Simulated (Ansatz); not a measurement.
## YS: pressure and energy less free atoms against volume per atom

Results calculated with Ansatz 0.2.0, not measured. Periodic Kohn-Sham DFT of a crystal at fixed atoms; pressure and stress are positive in compression; the energy is the free energy less that of spherical unpolarised free atoms; site moments are those in the method's own spheres, positive along +z.

Cell of the first row (space group Fm-3m, No. 225):
```
cell vectors (Å)
   0.0000     2.6876     2.6876
   2.6876     0.0000     2.6876
   2.6876     2.6876     0.0000
atoms (fractions of the cell vectors)
Y   0.50000  0.50000  0.50000
S   0.00000  0.00000  0.00000
```

Settings of every row: method all-electron LAPW; functional LDA; relativity scalar; k mesh 8x8x8; filling fermi-dirac; smearing width 0.01 eV; basis error target 0.25 meV/atom; nucleus gaussian.

Atom start moment: 0 on all atoms.

| row | volume per atom (Å³) | pressure (GPa) | energy less free atoms (eV/atom) |
| --- | --- | --- | --- |
| 1 | 19.414 | 2.871 | -7.098 |
| 2 | 19.827 | ? | ? |
| 3 | 20.24 | -1.81 | -7.1003 |
| 4 | 20.447 | -2.827 | -7.0973 |
| 5 | 20.653 | -3.789 | -7.093 |
| 6 | 20.86 | -4.698 | -7.0875 |
| 7 | 21.066 | -5.559 | -7.0809 |
| 8 | 21.479 | -7.141 | -7.0645 |
| 9 | 21.892 | -8.555 | -7.0442 |

Question: what pressure and energy less free atoms should row 2 give?

Worked fit of pressure. Take u = (V_r/V)^(2/3) − 1 with V_r = 20.756 Å³ an atom, which is twice the finite (Eulerian) strain; such expansions in the strain, on which the Birch-Murnaghan equation of state is built, carry the rest volume and the bulk modulus. The shown rows have u = 0.04557, 0.01692, 0.01005, 0.00332, -0.00333, -0.00983, -0.02257, -0.0349. Least squares give pressure = −4.2478 + 137.183 × u + 404.5 × u² + 289 × u³ GPa; a parabola predicts inner rows, each left out in turn, worse (root mean square 0.0046 against 0.0018 GPa). The rows lie off it by 0.000, -0.001, 0.001, -0.001, 0.002, -0.002, 0.000, 0.000. The pressure vanishes at u = 0.0285, or V = 19.9 Å³ an atom, and there the bulk modulus at fixed shape and fractions is B = −V dP/dV = (2/3)(1 + u) dP/du = 110 GPa. The withheld row has u = 0.031, so the fit gives −4.2478 + 137.183 × (0.031) + 404.5 × (0.031)² + 289 × (0.031)³ = 0.402 GPa.

The calculation gave 0.401 GPa. The fit lies 0.001 GPa (0.0088 % of the column's range) above it, one unit of the last digit.

Worked fit of energy less free atoms. Take u = (V_r/V)^(2/3) − 1 with V_r = 20.756 Å³ an atom, which is twice the finite (Eulerian) strain; such expansions in the strain, on which the Birch-Murnaghan equation of state is built, carry the rest volume and the bulk modulus. The shown rows have u = 0.04557, 0.01692, 0.01005, 0.00332, -0.00333, -0.00983, -0.02257, -0.0349. Least squares give energy less free atoms = −7.09042 − 0.8273 × u + 14.355 × u² + 3.3 × u³ eV/atom; a parabola predicts inner rows, each left out in turn, worse (root mean square 5.3e-05 against 2.1e-05 eV/atom). All shown rows lie on it to the printed digit. Its lowest point lies at u = 0.0285, or V = 19.9 Å³ an atom, and the curvature there gives the bulk modulus at fixed shape and fractions, B = (4/9)(1 + u)² E″(u)/V = 111 GPa. The withheld row has u = 0.031, so the fit gives −7.09042 − 0.8273 × (0.031) + 14.355 × (0.031)² + 3.3 × (0.031)³ = -7.1022 eV/atom.

The calculation gave -7.1021 eV/atom. The fit lies 0.0001 eV/atom (0.17 % of the column's range) below it, one unit of the last digit.
